**Question**

The table lists electron levels of zinc selenide at seven wavevectors, from a semilocal density functional without spin–orbit coupling. Energies are counted from the highest filled level of the crystal. "Level under 1" is the highest filled level at a point, "level under 2" the next one down, and "level over 1" the lowest empty one. Points 1 to 7 are, in order, the zone centre Γ, halfway from Γ to L, halfway from Γ to X, a point on the line from Γ to K, then K, X and W.

Levels of ZnSe (F-43m, two-atom cell) from ABINIT 10.8.3, using plane-wave DFT with the BLYP functional, JTH PAW PBE v2.0 datasets, a 544 eV wave cutoff, an 8×8×8 k mesh and 0.05 eV Fermi–Dirac smearing, without spin polarisation or spin–orbit coupling. Points are given in fractions of the reciprocal cell vectors, and energies are counted from the valence top.

```tsv
point a (reciprocal cell vector)	point b (reciprocal cell vector)	point c (reciprocal cell vector)	level under 4 (eV)	level under 3 (eV)	level under 2 (eV)	level under 1 (eV)	level over 1 (eV)	level over 2 (eV)
0.0000	0.0000	0.0000	-6.283	0.000	0.000	0.000	1.245	5.867
0.2500	0.0000	0.0000	-6.282	-3.041	-0.469	-0.469	2.720	6.502
0.2500	0.2500	0.0000	-6.258	-2.896	-1.227	-1.227	3.887	4.140
-0.2500	0.2500	0.0000	-6.231	-4.142	-2.495	-0.895	4.111	6.483
-0.3750	0.3750	0.0000	-6.023	-4.713	-3.026	-1.762	3.666	5.630
0.5000	0.5000	0.0000	-6.105	-4.761	-2.148	-2.148	3.139	3.484
-0.2500	0.5000	0.2500	-5.989	-4.683	-2.714	-2.602	5.467	5.630
```

(a) Explain why the three highest filled levels coincide at one point, form a pair and a single level at others, and separate completely at the rest.

(b) Estimate level under 2 at point 4 from the pair at point 3 alone.

(c) Level under 2 sinks from Γ to K but is higher again at X. The lowest empty level rises from Γ towards X and then falls. Explain both turns.

**Model answer**

(a) The three levels are mainly selenium 4p. At Γ every cell has the same phase, no direction is marked out, and cubic symmetry makes the three p orbitals equal. It also keeps them from mixing with s orbitals. A wavevector marks out a direction, and both statements can then fail.

A diatomic molecule shows the principle. Its axis separates one p orbital along the bond, which can mix with s, from two sideways orbitals of equal energy. In the crystal the wavevector takes the part of the axis. The orbital along it mixes with the empty, largely zinc 4s states above and is pushed down, which leaves the sideways pair on top. Halfway to L the single level lies 2.57 eV below the pair, and halfway to X it lies 1.67 eV below.

The comparison has a limit, because a molecule looks the same from all sides of its axis and a crystal does not. The sideways orbitals are bound to stay equal only where a symmetry of the crystal turns one into the other, or into a mixture of both. On the line from Γ to L a threefold rotation does this. On the line to X it is a quarter turn combined with a reflection, which reverses the wavevector; the pair survives because opposite wavevectors have the same levels. On the line to K just one mirror plane remains, and it leaves the two sideways orbitals different. Three separate levels result at points 4 and 5. At W, too, the remaining symmetry forces no pair, and the two upper levels are 0.11 eV apart.

(b) Write the wavevector as $(k_x,k_y,k_z)$ in units of $2\pi/a$, where $a$ is the edge of the cubic cell. Point 3 is $(0,0,\tfrac12)$ and point 4 is $(\tfrac12,-\tfrac12,0)$. For the $p_z$ orbital both components of point 4 are sideways steps, each as long as the one at point 3. To second order in the wavevector $p_z$ does not mix with $p_x$ or $p_y$ when $k_z=0$, and the effects of the two steps add:

$$E(p_z)\approx 2\times(-1.227\ \text{eV})=-2.454\ \text{eV}.$$

The computed level under 2 at point 4 is −2.495 eV. The estimate misses by 0.04 eV, under 2% of the distance the level has sunk, and point 4 did not enter it. This supports reading the middle level there as the $p_z$ orbital.

(c) The sideways levels sink as well when the wavevector grows. On the line to X symmetry still keeps them from mixing with s states, but they mix more and more with the empty p-like states, which lie at 5.87 eV at Γ. This pushes them down, though less than the s–p mixing pushes the orbital along the wavevector.

Continued beyond K, the line reaches $(1,-1,0)$, which is the same point of the crystal's band structure as X at $(0,0,1)$. Seen from $(0,0,1)$, $p_z$ lies along the wavevector and is the single low level, while $p_x$ and $p_y$ form the upper pair. Near Γ the order on this line was different: $p_z$ was in the middle, and the orbital along the line was lowest. These two must therefore change places on the way.

They have the same mirror symmetry, so they mix and repel instead of crossing. The middle level starts as the sinking $p_z$ and ends as the other orbital, which has to climb back into the pair. That is why level under 2 reaches −3.03 eV at K and returns to −2.15 eV at X.

The lowest empty level turns partly for a similar reason. At Γ it is an antibonding combination of s orbitals, and away from Γ it is pushed up by the same s–p mixing that pushes the filled p level down. The second empty level at Γ is p-like and falls towards X. Halfway to X the two are only about 0.25 eV apart. Since they share the same symmetry on this line, they repel and exchange character instead of crossing, and the lower one can then follow the falling branch. This is not the whole reason. From halfway to X the lowest level falls by 0.75 eV, but the second one falls too, by 0.66 eV, so the branch that rose from Γ must itself bend down. Mixing with still higher empty levels can do this, but the table does not hold them.

**Remarks on the reasoning**

The numbers themselves show the pairs, the separations and both turns. The orbital names come from symmetry and from the estimate in (b), since the columns are sorted by energy alone. It would be a mistake to follow one column across the table as if it were one orbital. For the empty levels the exchange of character is an argument from three points, which do not fix where the closest approach lies.

The addition in (b) is strict only for short wavevectors, and half the way to X is not short, so the very close agreement may be partly luck. A harder case shows the weakness. Two full steps to X give −4.30 eV for $p_z$, but level under 3 at X is −4.76 eV, so the estimate misses by about a tenth of the distance sunk. The deviation has the expected direction, because at X this orbital can mix with s states above it, and the sum of sideways steps leaves that out. The output below lists both estimates and the separations at each point.

Level under 4 provides a contrast. It is the top of the filled zinc 3d levels, and it varies by only 0.29 eV over the seven points, against 4.76 eV for level under 3. The compact 3d orbitals overlap little with their neighbours, so a change of phase from cell to cell hardly alters their energy. The large movements above them come from overlap between atoms.

Germanium, with the diamond structure, is a useful neighbour. Its filled p levels form the same pairs towards L and X, for the same reasons. Its two atoms are alike, however, and the extra symmetry makes the two lowest empty levels meet at X. In zinc selenide the unlike atoms hold them 0.35 eV apart.

For optical use, the important result is that the highest filled and lowest empty levels both lie at Γ, so light can bridge the gap without help from lattice vibrations. The computed gap of 1.245 eV should not be used as a design value; the measured one is roughly 2.8 eV. Semilocal functionals generally give gaps that are too small, and here they also place the zinc 3d levels too high, which pushes the filled p levels up. Spin–orbit coupling would split the triple level at Γ by roughly 0.4 eV.

Printed output of the fit:

```
Cartesian k in units of 2 pi over the cubic edge:
     row     kx     ky    kz
     0.0      0      0     0
    0.25  -0.25   0.25  0.25
    0.25      0      0   0.5
   -0.25    0.5   -0.5     0
  -0.375   0.75  -0.75     0
     0.5      0      0     1
   -0.25      1   -0.5     0
Distances between levels in eV:
     row  top to second valence  second to third valence  first to second empty  gap at this point
     0.0                      0                        0                  4.622              1.245
    0.25                      0                    2.572                  3.782              3.189
    0.25                      0                    1.669                  0.253              5.114
   -0.25                    1.6                    1.647                  2.372              5.006
  -0.375                  1.264                    1.687                  1.964              5.428
     0.5                      0                    2.613                  0.345              5.287
   -0.25                  0.112                    1.969                  0.163              8.069
Range of the fourth level below the gap over all points (eV): 0.294
Range of the third level below the gap over all points (eV): 4.761
Range of the top valence level over all points (eV): 2.602
Lowest empty level, rise from centre to half X (eV): 2.642
Lowest empty level, change from half X to X (eV): -0.748
Second empty level, change from centre to half X (eV): -1.727
Lowest empty level at X above that at the centre (eV): 1.894
Middle valence level, change from the K-line point to K (eV): -0.531
Middle valence level, change from K to X (eV): 0.878
Estimated middle level at the K-line point from two half-X steps (eV): -2.454
Estimate less computed middle level at the K-line point (eV): 0.041
Estimated third level at X from two full-X steps (eV): -4.296
Estimate less computed third level at X (eV): 0.465
```
